## A weak contact taken apart: N₂ beside SnH₃F

Two energy scales help in reading a curve of this kind. A covalent single bond is typically worth tens of kcal/mol to about a hundred, while the thermal energy $kT$ at room temperature is only 0.6 kcal/mol. The table follows a nitrogen molecule that is moved rigidly away from fluorostannane, with $R$ the distance from tin to the nearer nitrogen atom. Negative energies mean attraction.

Calculated values. PySCF 2.14.0, PBE0-D3(BJ)/def2-TZVP with density fitting, for SnH₃F and N₂ in the gas phase, moved apart rigidly from a PBE0-D3(BJ)/def2-SVPD geometry. Interaction energies are the cluster less the frozen molecules, which the counterpoise values take in the cluster's basis. The four terms sum to the uncorrected value; the Pauli term includes exchange-correlation.

```
contact distance (Å)  interaction counterpoise (kcal/mol)  interaction uncorrected (kcal/mol)  electrostatic term (kcal/mol)  pauli term (kcal/mol)  orbital term (kcal/mol)  dispersion or correlation term (kcal/mol)
                2.80                                3.190                               2.920                         -9.090                 17.710                   -4.520                                     -1.190
                2.98                                0.720                               0.470                         -5.550                  9.800                   -2.670                                     -1.110
                3.15                               -0.570                              -0.800                         -3.450                  5.290                   -1.620                                     -1.020
                3.33                               -1.170                              -1.370                         -2.200                  2.770                   -1.020                                     -0.930
                3.50                               -1.370                              -1.550                         -1.450                  1.390                   -0.670                                     -0.830
                3.68                               -1.370                              -1.530                         -0.990                  0.660                   -0.470                                     -0.730
                3.85                               -1.260                              -1.410                         -0.710                  0.280                   -0.340                                     -0.640
                4.38                               -0.810                              -0.900                         -0.320                 -0.040                   -0.160                                     -0.390
                5.25                               -0.310                              -0.340                         -0.120                 -0.020                   -0.040                                     -0.160
                7.00                               -0.060                              -0.060                         -0.030                  0.000                    0.000                                     -0.030
               10.51                               -0.010                              -0.010                          0.000                  0.000                    0.000                                      0.000
```

### 1. Where does the contact bind, and how strongly?

The counterpoise curve crosses zero near 3.1 Å. Its floor lies at about −1.4 kcal/mol and is flat from 3.50 to 3.68 Å. That is a little more than twice $kT$ at room temperature, so this is a weak contact between two molecules and far from a chemical bond.

### 2. Why does the curve turn repulsive while every attraction grows?

Between 3.50 and 2.80 Å the Pauli term rises by 16.3 kcal/mol. The electrostatic term gains only 7.6 and the orbital term 3.85, and dispersion adds little. The wall wins because it grows faster than the forces that pull the molecules together.

The cause is the Pauli principle. Where two closed shells overlap, their orbitals must be made orthogonal, and this raises the kinetic energy of the electrons. Orbital tails fall off exponentially, so the cost does so too, roughly: it drops by more than a factor of three from 2.80 to 3.15 Å. The small negative values at 4.38 and 5.25 Å are possible because this term also contains exchange and correlation between the molecules.

### 3. Is this a bond from nitrogen to tin?

The name "Sn–N contact" suggests that nitrogen gives its lone pair to tin, but the geometry is less simple. The angle F–Sn–N is only about 60°, so nitrogen sits beside the fluorine atom, though also roughly opposite one of the Sn–H bonds. At $R$ = 2.80 Å the nearer nitrogen is about 2.5 Å from fluorine, closer than it is to tin. The wall therefore can't be credited to tin and nitrogen alone.

The charges show how little nitrogen gives away. When the density is shared out between the two molecules, N₂ has lost only about 0.002 of an electron at 3.50 Å. Such a number depends on the way of sharing, but it lends no support to a dative bond.

### 4. Which attraction is the largest?

The answer depends on the distance. Electrostatics leads from contact out to 3.85 Å, dispersion leads at 4.38 and 5.25 Å, and at 7.00 Å the two are equal within the printed digits.

Theory explains the change of lead by two kinds of electrostatic attraction. At long range each molecule feels only the other's multipoles. At short range the electron clouds interpenetrate, and the electrons of one molecule feel the nuclei of the other less well screened. This charge penetration is strong but dies exponentially, like the overlap that causes the wall. Once it has gone, a weak multipole tail is left, and dispersion overtakes it.

### 5. How much of the electrostatic term at contact can the multipoles explain?

N₂ has no dipole, so its leading moment is a quadrupole, while SnH₃F has a dipole. The potential of a dipole falls as $R^{-2}$, its field as $R^{-3}$ and the gradient of that field as $R^{-4}$. A quadrupole responds to the gradient, so the leading energy falls as $R^{-4}$ at fixed orientation.

Take the electrostatic term at 5.25 Å, −0.12 kcal/mol, as pure multipole tail and carry it inward to 2.80 Å:

$$-0.12\times\left(\frac{5.25}{2.80}\right)^4 \approx -1.5\ \text{kcal/mol}.$$

The table has −9.09 there. The estimate is crude, because the tail seems to fall faster than $R^{-4}$: that law would leave about −0.01 at 10.51 Å, where the table prints zero. The size of the leading term depends on how the two molecules are turned, and higher multipoles add steeper terms. An $R^{-5}$ law would give about −3 at contact and an $R^{-6}$ law about −5. Even so, a large part of the attraction at contact, and probably most of it, is left for penetration.

A sum of one exponential and one $R^{-4}$ term, fitted to the electrostatic values of all eleven rows, follows them with a typical miss of 0.02 kcal/mol. A single power law with an exponent near 8 is almost as good close in, and it even does slightly better when each row in turn is left out of the fit. It fails in the tail, however, where it gives less than half of the value at 5.25 Å. The choice between the two thus rests on the tail and on theory, and the $R^{-4}$ term stands in for a tail that may hold several powers; the output printed after the text shows both.

### 6. What would change without the dispersion correction?

The D3 correction depends on the positions of the atoms and leaves the electron density untouched. At these fixed geometries it can therefore simply be subtracted. At 3.68 Å this gives

$$-1.37-(-0.73)=-0.64\ \text{kcal/mol},$$

which is the deepest point of the remaining curve. The contact still binds, but with about half the strength, and the well moves slightly outward.

This shows why the level of theory matters more here than for a strong bond. Dispersion supplies only 28% of the three attractions at 3.50 Å, but the Pauli term cancels much of their sum. What remains is a small difference between larger numbers, so a modest part of the attraction becomes a large part of the binding.

### 7. Which digits can be trusted?

In a finite basis each molecule borrows functions from its neighbour, which makes the uncorrected attraction too strong. At 3.50 Å this error is 0.18 kcal/mol, or 13% of the counterpoise depth. The orbital term is not corrected for it, and there the same error amounts to about a quarter of the term. Its long-range tail should therefore not be read as polarisation alone.

The two lowest points of the counterpoise curve differ by only 0.002 kcal/mol, so the minimum lies between them, but the spacing of the points gives no finer distance. A sober reading is a well of a little over 1 kcal/mol near 3.6 Å.

For deposition from tin hydrides, where nitrogen can serve as a carrier or purge gas, a well this shallow suggests no lasting complex. Binding also costs the freedom of the molecules to move and turn, an entropy loss that theory expects to outweigh so small an energy gain. This holds for nitrogen beside fluorine. The side of tin opposite fluorine is usually its most electron-poor region, and whether nitrogen is held more firmly there is the question that this curve leaves open.

Output of the analysis:

```
fit of electrostatic_term on 11 rows: coefficient of exp(-s*(R - R0)) -7.649 +/- 0.049, coefficient of (R0/R)**4 -1.452 +/- 0.037, s 3.104; rms 0.0198, worst 2.98 0.0436, leave-one-out rms 0.0755
fit of electrostatic_term on 11 rows: coefficient of (R0/R)**s -9.107 +/- 0.037, s 8.137; rms 0.0427, worst 4.38 0.0811, leave-one-out rms 0.0593
Derived values in kcal/mol:
    row  distance in angstrom  basis error  counterpoise without D3  sum of three attractions  electrostatic by exponential plus R^-4  electrostatic by one power law
    2.8                   2.8         0.27                     4.38                     -14.8                                  -9.101                          -9.107
   2.98                  2.98         0.25                     1.83                     -9.33                                  -5.506                          -5.485
   3.15                  3.15         0.23                     0.45                     -6.09                                  -3.487                          -3.492
   3.33                  3.33          0.2                    -0.24                     -4.15                                  -2.202                          -2.222
    3.5                   3.5         0.18                    -0.54                     -2.95                                  -1.466                          -1.482
   3.68                  3.68         0.16                    -0.64                     -2.19                                 -0.9847                         -0.9853
   3.85                  3.85         0.15                    -0.62                     -1.69                                    -0.7                         -0.6823
   4.38                  4.38         0.09                    -0.42                     -0.87                                 -0.2992                         -0.2389
   5.25                  5.25         0.03                    -0.15                     -0.32                                 -0.1213                        -0.05468
    7.0                     7            0                    -0.03                     -0.06                                -0.03719                       -0.005262
  10.51                 10.51            0                    -0.01                         0                               -0.007315                      -0.0001927
Change of Pauli term from 3.50 to 2.80 angstrom in kcal/mol: 16.32
Change of electrostatic term from 3.50 to 2.80 angstrom in kcal/mol: -7.64
Change of orbital term from 3.50 to 2.80 angstrom in kcal/mol: -3.85
Dispersion share of the three attractions at 3.50 angstrom in percent: 28.14
Dispersion share of the three attractions at 5.25 angstrom in percent: 50
Basis error at 3.50 angstrom in percent of the counterpoise depth: 13.14
Basis error at 3.50 angstrom in percent of the orbital term: 26.87
Distance where the counterpoise curve crosses zero by straight line in angstrom: 3.075
Energy at 3.68 less that at 3.50 angstrom in kcal/mol: 0.0022
Distance F to near N at Sn-N 2.80 in angstrom: 2.496
Distance F to near N at Sn-N 3.50 in angstrom: 3.047
Angle F-Sn-N in degrees: 60.21
Thermal energy kT at 298 K in kcal/mol: 0.5922
Counterpoise depth at 3.50 angstrom in units of kT at 298 K: 2.313
Exponential decay rate of Pauli term from 2.80 to 3.50 angstrom in 1/angstrom: 3.635
```
